\section{Mean electron energy at the anode: from ballistic flight to steady state}

An electron that tunnels into the conduction band of a gate oxide is accelerated by the oxide field and loses energy to the lattice. In a thin film it reaches the anode before it has lost much, and its energy follows from the voltage. In a thick film gain and loss balance, and the energy depends on the field alone. A one-line energy balance interpolates between the two cases. This section states that balance, solves the smallest kinetic model for which it is exact, and separates what the balance fixes from what it leaves open.

\subsection{Conventions and the energy balance}

The film has thickness $t$ and carries a uniform field of magnitude $F$, with no trapped charge, so the voltage across it is $V_{\rm ox}=Ft$. The elementary charge is $e>0$. The barrier $\phi$ is the energy from the injection level in the cathode to the oxide conduction-band edge at the cathode interface. At distance $z$ from the cathode the band edge lies $\phi-eFz$ above the injection level, and it crosses that level at
\begin{equation}
s_0=\frac{\phi}{eF}.
\end{equation}
If $t<s_0$, that is $eV_{\rm ox}<\phi$, the electron tunnels directly into the anode and never moves in the oxide conduction band, so nothing below applies. If $t>s_0$ (Fowler--Nordheim injection) it emerges at $z=s_0$ with zero kinetic energy and has the drift length
\begin{equation}
s=t-s_0
\end{equation}
left to cover. The depth $x=z-s_0$ runs from $0$ to $s$. The kinetic energy $E$ is counted from the local, linearly falling oxide band edge, and the step into the anode is not included.

The energy balance assumes that the mean loss per unit depth is proportional to the mean energy:
\begin{equation}
\frac{d\langle E\rangle}{dx}=eF-\frac{\langle E\rangle}{L_E},\qquad \langle E\rangle_{x=0}=0,
\label{eq:balance}
\end{equation}
where $L_E$ is the energy relaxation length. The integrating factor $e^{x/L_E}$ gives
\begin{equation}
\langle E\rangle_s=\int_0^s eF\,e^{-(s-x)/L_E}\,dx=E_\infty\left[1-e^{-(t-\phi/eF)/L_E}\right],\qquad E_\infty=eFL_E .
\label{eq:mean}
\end{equation}
With $u=s/L_E$ and $eFs=eV_{\rm ox}-\phi$,
\begin{equation}
\langle E\rangle_s=(eV_{\rm ox}-\phi)\left(1-\frac{u}{2}+\frac{u^2}{6}-\dots\right)\quad(u\ll1),\qquad
\langle E\rangle_s\to eFL_E\quad(u\gg1).
\label{eq:limits}
\end{equation}
A film is thin in this sense when $0<t-s_0\ll L_E$, a condition on the drift length and not on $t$. The thick limit contains neither $t$ nor $\phi$. Since $1-e^{-u}<\min(u,1)$ for $u>0$, the mean lies below both asymptotes. These cross at $s=L_E$, where $\langle E\rangle=(1-e^{-1})E_\infty$.

Equation~\eqref{eq:balance} is a closure, and it is not obvious that any distribution of colliding electrons obeys it. The following model does so exactly.

\subsection{The reset model}

The model has three rules. The electron moves only towards the anode, so it crosses every plane once. Between collisions it gains $eF$ per unit depth. In each interval $dx$ it collides with probability $dx/L_E$, whatever its energy, and a collision removes all its kinetic energy. Let $p(E,x)\,dE$ be the probability that the energy lies in $dE$ when the plane $x$ is crossed. Then
\begin{equation}
\frac{\partial p}{\partial x}+eF\frac{\partial p}{\partial E}=-\frac{p}{L_E}+\frac{\delta(E)}{L_E},\qquad p(E,0)=\delta(E).
\label{eq:master}
\end{equation}
The source term has weight $1/L_E$ because $p$ is normalised to one and every collided electron restarts at $E=0$.

The solution follows by looking back from the anode. The energy there is $eFy$, where $y$ is the distance back to the last collision, or to the tunnel exit if there was none. Collisions form a Poisson process, so the probability of no collision within $y$ of the anode is $e^{-y/L_E}$. The last collision therefore lies in $dy$ with probability $e^{-y/L_E}dy/L_E$ for $y<s$, and with probability $q=e^{-s/L_E}$ there was no collision at all. With $\theta$ the unit step,
\begin{equation}
p(E,s)=q\,\delta(E-eFs)+\frac{e^{-E/E_\infty}}{E_\infty}\,\theta(E)\,\theta(eFs-E),\qquad q=e^{-s/L_E}.
\label{eq:dist}
\end{equation}
Substitution, with $s$ read as $x$, confirms Eq.~\eqref{eq:master}. The operator on its left annihilates any function of $E-eFx$, so on the first term it only differentiates $q$ and gives $-1/L_E$ times the term, and it ignores the upper step of the second term. On the exponential it gives the factor $-eF/E_\infty=-1/L_E$. On $\theta(E)$ it gives $eF\,\delta(E)/E_\infty=\delta(E)/L_E$, the source.

The electrons at the anode thus form two classes. The ballistic class has weight $q$ and the sharp energy $eFs=eV_{\rm ox}-\phi$. The scattered class has weight $\int_0^{eFs}e^{-E/E_\infty}dE/E_\infty=1-q$ and first moment
\begin{equation}
\int_0^{eFs}E\,\frac{e^{-E/E_\infty}}{E_\infty}\,dE=E_\infty\left[1-(1+u)\,q\right],
\end{equation}
so its mean energy is $E_{\rm sc}=E_\infty[1-uq/(1-q)]$. Since $eFs=uE_\infty$,
\begin{equation}
\langle E\rangle_s=q\,uE_\infty+E_\infty\left[1-q-uq\right]=E_\infty(1-q),
\end{equation}
which is Eq.~\eqref{eq:mean} with no approximation. The exponential in the general statement is here the probability of crossing the drift region without a collision. The thin limit is $q\to1$, where the distribution is one line at $eV_{\rm ox}-\phi$. The thick limit is $q\to0$, where it is the exponential $e^{-E/E_\infty}/E_\infty$, in which the thickness no longer appears.

The same result follows from two modes. Multiplying Eq.~\eqref{eq:master} by $E^n$ and integrating, by parts in the drift term, gives for the moments $M_n=\langle E^n\rangle$
\begin{equation}
\frac{dM_n}{dx}=n\,eF\,M_{n-1}-\frac{M_n}{L_E}\quad(n\ge1),\qquad M_0=1 .
\end{equation}
The pair $(M_0,M_1)$ is closed:
\begin{equation}
\frac{d}{dx}\begin{pmatrix}M_0\\M_1\end{pmatrix}=A\begin{pmatrix}M_0\\M_1\end{pmatrix},\quad
A=\begin{pmatrix}0&0\\eF&-1/L_E\end{pmatrix},\quad
e^{As}=\begin{pmatrix}1&0\\E_\infty(1-q)&q\end{pmatrix}.
\label{eq:modes}
\end{equation}
The eigenvalue $0$ belongs to the steady state $(1,E_\infty)$ and the eigenvalue $-1/L_E$ to the transient $(0,1)$. The start $(1,0)$ is the steady state minus $E_\infty$ times the transient. The lower right element shows that an initial energy $E_0$ adds $qE_0$ at the anode.

The second moment of Eq.~\eqref{eq:dist} is $E_\infty^2\left[u^2q+2-(u^2+2u+2)q\right]=2E_\infty^2[1-(1+u)q]$. Subtracting $E_\infty^2(1-q)^2$ leaves the variance
\begin{equation}
\sigma^2=E_\infty^2\left(1-2uq-q^2\right)=2E_\infty^2\,e^{-u}(\sinh u-u).
\label{eq:var}
\end{equation}
It starts as $E_\infty^2u^3/3$ and saturates at $E_\infty^2$.

\subsection{Numbers for SiO$_2$ at 8 MV/cm}

The field gives $eF=0.8$ eV/nm. The typical Si/SiO$_2$ barrier is $\phi=3.1$ eV, so $s_0=3.875$ nm. The relaxation length is assumed to be $L_E=4$ nm, chosen so that $E_\infty=3.2$ eV reproduces the typical steady-state mean energy of about 3 eV at this field. The saturation value is therefore an input, and the table shows the model's approach to it.

\begin{center}
\begin{tabular}{cccccc}
\hline
$t$ (nm) & $s$ (nm) & $eV_{\rm ox}-\phi$ (eV) & $q$ & $\langle E\rangle$ (eV) & $\sigma$ (eV)\\
\hline
4.5 & 0.625 & 0.50 & 0.855 & 0.46 & 0.11\\
6 & 2.125 & 1.70 & 0.588 & 1.32 & 0.55\\
8 & 4.125 & 3.30 & 0.357 & 2.06 & 1.19\\
12 & 8.125 & 6.50 & 0.131 & 2.78 & 2.15\\
20 & 16.125 & 12.90 & 0.0178 & 3.14 & 2.96\\
50 & 46.125 & 36.90 & $9.8\times10^{-6}$ & 3.20 & 3.20\\
\hline
\end{tabular}
\end{center}

The 8 nm row shows the two classes with comparable shares. The ballistic class contributes $q\,eFs=1.18$ eV. The scattered class has weight 0.643 and mean energy 1.37 eV and contributes 0.88 eV, and the sum is 2.06 eV.

The 50 nm film holds $V_{\rm ox}=40$ V and has $u=11.5$, which is also the mean number of collisions. The model's mean energy at the anode falls short of $E_\infty$ by $qE_\infty=3.1\times10^{-5}$ eV. Of the 36.9 eV available from the field, 33.7 eV, or 91 per cent, is left in the oxide. For a silicon anode with the same typical band offset of 3.1 eV the model's electron arrives 6.3 eV above the silicon conduction-band edge on average.

The transition is over long before 50 nm. The mean is within 10 per cent of the ballistic value while $(1-e^{-u})/u>0.9$, that is $u<0.215$ or $t<4.73$ nm. The asymptotes cross at $t=7.875$ nm, where the model gives 2.02 eV. The mean reaches 95 per cent of $E_\infty$ at $s=L_E\ln20$, or $t=15.9$ nm.

\subsection{Same mean, different distributions}

Total loss in one collision is not needed for Eq.~\eqref{eq:balance}. Let collisions occur with a constant mean spacing $\lambda$ in depth, and let each multiply the energy by an independent random factor $r$ between 0 and 1 with density $w(r)$. The kinetic equation and its moments are
\begin{equation}
\frac{\partial p}{\partial x}+eF\frac{\partial p}{\partial E}=-\frac{p}{\lambda}+\frac1\lambda\int_E^\infty p(E',x)\,w\!\left(\frac{E}{E'}\right)\frac{dE'}{E'},
\label{eq:master2}
\end{equation}
\begin{equation}
\frac{dM_n}{dx}=n\,eF\,M_{n-1}-\frac{1-\langle r^n\rangle}{\lambda}\,M_n .
\end{equation}
The line $n=1$ is Eq.~\eqref{eq:balance} with $L_E=\lambda/(1-\langle r\rangle)$, so Eqs.~\eqref{eq:mean} and \eqref{eq:modes} hold unchanged. For $w(r)=k\,r^{k-1}$ with $k>0$ one has $\langle r^n\rangle=k/(k+n)$ and
\begin{equation}
L_E=(k+1)\lambda .
\end{equation}
The reset model is the limit $k\to0$. The steady state is a gamma distribution with scale $\varepsilon=eF\lambda$:
\begin{equation}
p_\infty(E)=\frac{E^k e^{-E/\varepsilon}}{\Gamma(k+1)\,\varepsilon^{k+1}} .
\label{eq:gamma}
\end{equation}
To verify this, multiply Eq.~\eqref{eq:master2} by $\lambda$. The left side is $\varepsilon\,p_\infty'=(k\varepsilon/E)\,p_\infty-p_\infty$. In the integral the powers of $E'$ cancel, which leaves $kE^{k-1}\int_E^\infty e^{-E'/\varepsilon}dE'/[\Gamma(k+1)\varepsilon^{k+1}]=(k\varepsilon/E)\,p_\infty$, so both sides agree. The mean is $(k+1)\varepsilon=E_\infty$ and the standard deviation is $E_\infty/\sqrt{k+1}$. As $k\to\infty$ at fixed $L_E$ the width vanishes and every electron follows Eq.~\eqref{eq:mean}, as under continuous friction.

The next table keeps $L_E=4$ nm, so every row has the mean energies of the first table. It lists the ballistic weight $e^{-s/\lambda}$ of the 6 nm film, the steady-state width, and the steady-state fraction above 9 eV, the typical band gap of SiO$_2$ and hence the least energy for creating an electron--hole pair. That fraction is $\Gamma(k+1,9\,{\rm eV}/\varepsilon)/\Gamma(k+1)$, with the upper incomplete gamma function.

\begin{center}
\begin{tabular}{ccccc}
\hline
$k$ & $\lambda$ (nm) & ballistic weight, 6 nm & $\sigma_\infty$ (eV) & fraction above 9 eV\\
\hline
0 & 4 & 0.588 & 3.20 & 0.060\\
1 & 2 & 0.346 & 2.26 & 0.024\\
3 & 1 & 0.119 & 1.60 & 0.0041\\
9 & 0.4 & 0.0049 & 1.01 & $2.7\times10^{-5}$\\
\hline
\end{tabular}
\end{center}

At one mean energy the model's hot fraction varies by more than three orders of magnitude. The reading of $e^{-s/L_E}$ as a ballistic weight holds only for $k=0$, and otherwise the sharp line decays on the shorter length $\lambda$. No member of the family has any electron above 9 eV until $x=11.25$ nm, since the energy never exceeds $eFx$. As typical knowledge, not as a measurement, pair creation in a 50 nm oxide at this field involves well under one per cent of the injected electrons. The reset model keeps 6 per cent of them above the gap at every plane beyond that depth, so it overstates the hot tail by roughly an order of magnitude or more.

\subsection{Comparison with the general statement}

\paragraph{What makes the balance exact.} For forward motion with a mean loss $g(E)$ per unit depth, the first moment of the kinetic equation is $d\langle E\rangle/dx=eF-\langle g(E)\rangle$. This is Eq.~\eqref{eq:balance} for any distribution if $g(E)=E/L_E$, as in all the models above. For a nonlinear $g$ the average $\langle g\rangle$ involves other moments, and the equation for the mean does not close.

\paragraph{What survives a different loss law.} For a narrow distribution $\langle g(E)\rangle\approx g(\langle E\rangle)$. The ballistic limit then needs only $g\ll eF$ over the energies reached, and a steady state needs a root of $g(E_\infty)=eF$ with $g'>0$. Small deviations from it decay on the length $1/g'(E_\infty)$, which equals $E_\infty/eF$ for the linear law but not in general. For $g=eF(E/E_\infty)^2$ the solution is
\begin{equation}
E(s)=E_\infty\tanh\left(\frac{eFs}{E_\infty}\right),
\end{equation}
with the same two limits and a final approach on half the length. With $E_\infty=3.2$ eV it gives 2.44 eV at $t=7.875$ nm in place of 2.02 eV, and it reaches 95 per cent at $t=11.2$ nm in place of 15.9 nm. The two limits thus survive the change of loss law, while the exponential between them does not. A constant loss $g_0<eF$ has no root, and the energy then grows as $(eF-g_0)s$ without saturation.

\paragraph{The meaning of $L_E$.} In steady state the loss per unit depth equals $eF$. If it is carried by optical phonons of typical energy 0.15 eV, it takes 5.3 net emissions per nanometre of depth, one every 0.19 nm. That spacing is well below the de Broglie wavelength $h/\sqrt{2m_{\rm ox}E}=0.97$ nm of a 3.2 eV electron with the typical mass $m_{\rm ox}=0.5\,m_e$ and an assumed parabolic band. Straight forward flight between separate collisions cannot then be the literal picture. In the usual interpretation, frequent nearly elastic scattering folds the path, so that the distance travelled far exceeds the depth gained. A balance in time, $d\langle E\rangle/d\tau=eFv_d-\langle E\rangle/\tau_E$, turns into Eq.~\eqref{eq:balance} with $L_E=v_d\tau_E$ when the drift velocity $v_d$ is treated as constant. So $L_E$ is an effective length per unit depth that may change with the field, and $E_\infty=eFL_E$ does not imply that the steady energy is proportional to $F$.

\paragraph{Neglected terms at the thin end.} At $t=4.5$ nm the collisional loss is $0.500-0.463=0.037$ eV, close to the leading term $eFs^2/2L_E=0.039$ eV of Eq.~\eqref{eq:limits}. Two neglected effects are of the same size. First, electrons tunnel from a range of levels. For an electron at $\delta$ below the reference level the WKB transmission is $\exp[-4\sqrt{2m_{\rm ox}}\,(\phi+\delta)^{3/2}/(3\hbar eF)]$, which for small $\delta$ falls as $e^{-\delta/d}$ with
\begin{equation}
d=\frac{\hbar eF}{2\sqrt{2m_{\rm ox}\phi}}=0.063\ {\rm eV}.
\end{equation}
Such an electron emerges $\delta/eF$ deeper, and Eq.~\eqref{eq:mean} changes by $-qE_\infty(e^{\delta/E_\infty}-1)\approx-q\delta$. For $\delta=d$ this is $-0.054$ eV at 4.5 nm. Second, the image potential of a metallic cathode lowers the band edge by $b/z$, where $b=e^2/(16\pi\epsilon_0\epsilon_r)=0.17$ eV\,nm for the typical optical permittivity $\epsilon_r=2.1$. This moves the tunnel exit 0.06 nm towards the cathode and adds $b/t=0.038$ eV to the ballistic energy at 4.5 nm. The image in the anode rounds the band edge on the same scale, by 0.17 eV at 1 nm from a metallic anode, and is here counted with the step into the anode. The de Broglie wavelength at 0.5 eV, 2.45 nm, also exceeds the drift length of 0.625 nm, so a local kinetic energy is poorly defined there, although conservation of total energy still places the unscattered line. The first row of the first table is thus good to about 0.1 eV for a real film, and its collisional correction cannot be told apart from these terms.

\paragraph{The thick end.} By Eq.~\eqref{eq:modes} any change of the starting conditions reaches the anode multiplied by $q$. At 50 nm the spread of injection levels shifts the mean by only $qd=6\times10^{-7}$ eV in magnitude, and a change of $\phi$ is suppressed in the same way. The film has lost the memory of its cathode, and the model's mean energy of 3.2 eV depends only on $L_E$ and on the field within the last few relaxation lengths before the anode.